Take a dark one-sided junction on p-type CdTe, with depth $x$ from the junction, band bending $V=V_{bi}+V_R$ (reverse bias $V_R$) and capacitance per area $C$. Profiling reports $N_{app}=-C^3/(q\varepsilon\,dC/dV)$ at depth $\varepsilon/C$.

## Two edges

A level lies $\Delta=E_T-E_F>0$ above the bulk Fermi level and below midgap. It loses its hole where the bands have bent by $\Delta$, at $y=W-\lambda$. Let $N_s$ be the net negative charge density with traps in their bulk state, which is the bulk hole density.

**Predict:** the traps follow the sweep but not the test signal. Where does each move charge?

The signal moves charge only at $W$, so $C=\varepsilon/W$. The sweep moves both edges: $dV=(q/\varepsilon)[N_s(W)W\,dW+N_T(y)\,y\,dy]$. Since $N_{app}=(\varepsilon/qW)\,dV/dW$,

$$N_{app}(W)=N_s(W)+N_T(y)\,\frac{y}{W}\frac{dy}{dW}.$$

The crossing condition is $\Delta=(q^2/\varepsilon)\int_y^W N_s(x)(x-y)\,dx$, and differentiating it gives $dy/dW=\lambda N_s(W)/\int_y^W N_s\,dx$. Uniform $N_s$ gives $\lambda=\sqrt{2\varepsilon\Delta/q^2N_s}$ and $dy/dW=1$. Deep acceptors, neutral in the bulk, leave $N_s=N_A$, the net shallow density. Deep donors compensate, so $N_s=N_A-N_T$. In n-type material the roles swap.

## Dimensionless groups

Measure lengths in $\lambda$, energies in $\Delta$, densities in $N_s$: $w=W/\lambda$, $v=qV/\Delta$, $r=N_T/N_s$, $n=N_{app}/N_s$, $u_T=\Delta/kT$. The hole emission rate $e_p$ adds $\omega/e_p$ (signal) and $e_p\tau$ (sweep step). For uniform traps and $w>1$,

$$v=w^2+r(w-1)^2,\quad w=\frac{r+\sqrt{(1+r)v-r}}{1+r},\quad n=1+r\left(1-\frac1w\right).$$

For $v<1$ no trap crosses, and $n=1$.

**Predict:** does heavier doping at fixed $r$ and $\Delta$ bring the plateau $1+r$ to lower bias?

No. It shrinks depths as $N_s^{-1/2}$ and leaves $n(v)$ unchanged.

| Regime | Leading terms |
|---|---|
| $v\to1^+$ | $n\approx1+r(v-1)/2$ |
| $v\gg1+r$ | $n\approx1+r-r\sqrt{(1+r)/v}+r^2/v$ |
| $r\ll1$ | $n\approx1+r(1-v^{-1/2})$ |
| $r\gg v-1\gg1/r$ | $n\approx\sqrt{r(v-1)}-(v-1)$ |

Half the traps show at $w=2$, where $v=4+r$. In the last row $N_{app}$ scales as $\sqrt{N_sN_T}$, because the traps hold $W$ near $\lambda$.

**Predict:** what if $e_p\tau\ll1$, or $e_p\gg\omega$?

Frozen traps give $n=1$. Fast traps give $\varepsilon/C=W-r\lambda/(1+r)$ and a flat $n=1+r$. Only the window $1/\tau\ll e_p\ll\omega$ tilts the profile.

## Finite temperature

Let $u$ be the local bending in $kT$, with lengths in $L_D=\sqrt{\varepsilon kT/q^2N_s}$ and primes along the direction toward the junction. Before the crossing, Poisson's equation $u''=1-e^{-u}$ integrates to $u'^2=2(u-1+e^{-u})$. The signal shifts this edge rigidly, so $\lambda=u'/u''$ at $u_T$, which is $L_D\sqrt{2(u_T-1)}$ up to terms in $e^{-u_T}$: $\Delta\to\Delta-kT$.

Fermi occupancy replaces $\max(t,0)$ by $\ln(1+e^t)$ in $u'^2=2(u-1)+2r\max(t,0)$, with $t=u-u_T$. The excess has area $\pi^2/6$, so $W=\int du/u'$ shortens by $r\pi^2/6\lambda^3$. In $u'=(1+r)W-r\lambda$ at the junction this acts as $\delta\lambda/\lambda=-(1+r)\pi^2/[24(u_T-1)^2]$, which needs $r\ll u_T$.

## Numbers for CdTe

Compiled values at 300 K are $\varepsilon_r=10.2$ (Rakita 2019) and a gap of 1.48 eV (Skelton 2020). A typical $N_V$ is $1.8\times10^{19}$ cm$^{-3}$. Assumed: deep acceptors, $N_s=2\times10^{14}$ and $N_T=4\times10^{14}$ cm$^{-3}$ ($r=2$), $E_T-E_V=0.55$ eV with unit degeneracy, $\sigma=10^{-15}$ cm$^2$, $v_{th}=10^7$ cm/s, $V_{bi}=1.0$ V, thickness $d=3$ µm, 100 kHz, $\tau=1$ s.

With $\nu=\sigma v_{th}N_V=1.8\times10^{11}$ s$^{-1}$ and $e_p=\nu e^{-(E_T-E_V)/kT}$, the window runs from $kT\ln(\nu/\omega)=0.32$ eV to $kT\ln(\nu\tau)=0.67$ eV, below midgap at 0.74 eV. A factor of two in rate shifts these by 0.018 eV. The level has $e_p=1.0\times10^2$ s$^{-1}$, well inside.

Then $E_F-E_V=kT\ln(N_V/N_s)=0.295$ eV, $\Delta=0.255$ eV, $u_T=9.9$, $L_D=0.27$ µm and $\lambda=1.2$ µm. The thermal terms cut $\lambda$ by 5.2% and roughly 1.6%, about 7% at this order. That raises $N_{app}$ by about 4% at the zero-bias depth, so two figures are the limit below, where these terms are omitted.

**Predict:** is the zero-bias reading nearer $2\times10^{14}$ or $6\times10^{14}$ cm$^{-3}$?

| $V_R$ (V) | $v$ | $W$ (µm) | $N_{app}$ ($10^{14}$ cm$^{-3}$) |
|---|---|---|---|
| 0 | 3.9 | 2.0 | 3.7 |
| 1.0 | 7.8 | 2.7 | 4.2 |
| 1.7 ($W=d$) | 11 | 3.0 | 4.4 |

It is about midway: the crossover $w=2$ falls at $V_R=0.53$ V. Seeing 90% of $N_T$ needs $w=10$, or 12 µm and 67 V of bending. The traps delay punch-through from 0.6 V to 1.7 V. For comparison, p-type silicon with typical $\varepsilon_r=11.7$, assumed $N_s=10^{16}$ cm$^{-3}$, $\Delta=0.20$ eV and $r\ll1$ has $\lambda=0.16$ µm and crosses over at 0.80 V of bending.

## Peaks without real peaks

**Predict:** acceptors decay as $N_0e^{-x/a}$ while $N_s$ is uniform. Is $N_{app}$ monotonic?

The excess $N_0e^{-y/a}\,y/(y+\lambda)$ vanishes at $y=0$ and peaks where $y(y+\lambda)=a\lambda$. Thus $y^*\approx\sqrt{a\lambda}-\lambda/2$ for $a\gg\lambda$ and $y^*\approx a-a^2/\lambda$ for $a\ll\lambda$. An assumed $a=0.5$ µm gives $y^*=0.38$ µm, displayed at $W=1.6$ µm with height only $0.11N_0$.

Compensating donors confined to $x<x_1$, with $x_1>\lambda$, give three pieces to first order in $N_T$. These are $N_A-N_T\lambda/W$ for $\lambda<W<x_1$, then $N_A+N_T(1-\lambda/W)$ up to $x_1+\lambda$, then $N_A$. The middle piece exceeds the true hole density anywhere in the sample.

## Reading the U

**Predict:** which parts of a U-shaped profile can uniform traps produce?

They lift the floor and tilt it, and $n$ never exceeds $1+r$ or falls with depth. The model's floor is 1.8 times its hole density. The densities were chosen to land in the typical $10^{14}$–$10^{15}$ cm$^{-3}$ range of copper-treated cells. The model's rise across the table is 20%, whereas typical right branches climb tenfold or more, so uniform traps fall far short there. Steep walls need $d(\varepsilon/C)/dV\to0$. On the right, punch-through at $W=d$ supplies this. On the left, a back-contact barrier in series does so when it absorbs the forward bias and widens while $W$ narrows. The falling side of a near-junction trap peak can also give a left branch, though one of finite height.